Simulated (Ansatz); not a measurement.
From GeH3Cl to GeClF3: predicting a member

Gas-phase molecules. On one Ge centre that keeps Cl, n of the H ligands are replaced by F. The dipole moment y in D at wB97M-V/def2-TZVPP. Shapes: PBE0-D4/def2-TZVP. Programs: Ansatz 0.2.0.

| molecule | n | y (D) |
| --- | --- | --- |
| GeH3Cl | 0 | 1.98 |
| GeH2ClF | 1 | 2.27 |
| GeHClF2 | 2 | ? |
| GeClF3 | 3 | 1.24 |

Fit y = c + s·n to the known rows and predict GeHClF2.


1. Means of the 3 rows: n = 1.33333, y = 1.830.
2. Σ(Δn)² = 4.6667, Σ(Δn·Δy) = -1.33, so the slope is -1.33/4.6667 = -0.285.
3. Intercept: 1.830 − (-0.285) × 1.33333 = 2.210. The largest residual of the fit is 0.35.
4. GeHClF2: 2.210 + (-0.285) × 2 = 1.64 D.

The run gave 2.17 D, so the prediction is off by -0.53 D, more than the largest residual. The steps per swap are uneven (+0.29, -0.10, -0.93), so a line is a poor model. Dipoles add as vectors. Other levels give for GeHClF2: r2SCAN-D4/def2-TZVPP 2.10; B3LYP-D4/def2-TZVPP 2.17 D. Relativity is left out for Ge. The series isn't monotonic at this level.

The dipole tracks how far the polar bonds cancel, not how many there are. In GeH3Cl, the Ge–Cl bond supplies most of the moment. The first fluorine adds a second strongly polar bond at a roughly tetrahedral angle, so the resultant grows. In GeHClF2 the three halogens still lie on one side of the weakly polar Ge–H bond, and the moment stays large at 2.17 D. Replacing that last hydrogen puts a polar bond opposite the others, hence the steep drop to 1.24 D. What survives in GeClF3 reflects the inequivalence of Ge–F and Ge–Cl, and its low value doesn't mean less polar bonds.

For fixed bond moments and tetrahedral angles, the squared dipole is a concave quadratic in n, which explains why a straight line underestimates the missing member. The close agreement of the other functionals suggests that the miss lies in the linear model rather than in the electronic structure. The magnitudes alone don't establish the direction of the dipole or the individual bond moments.
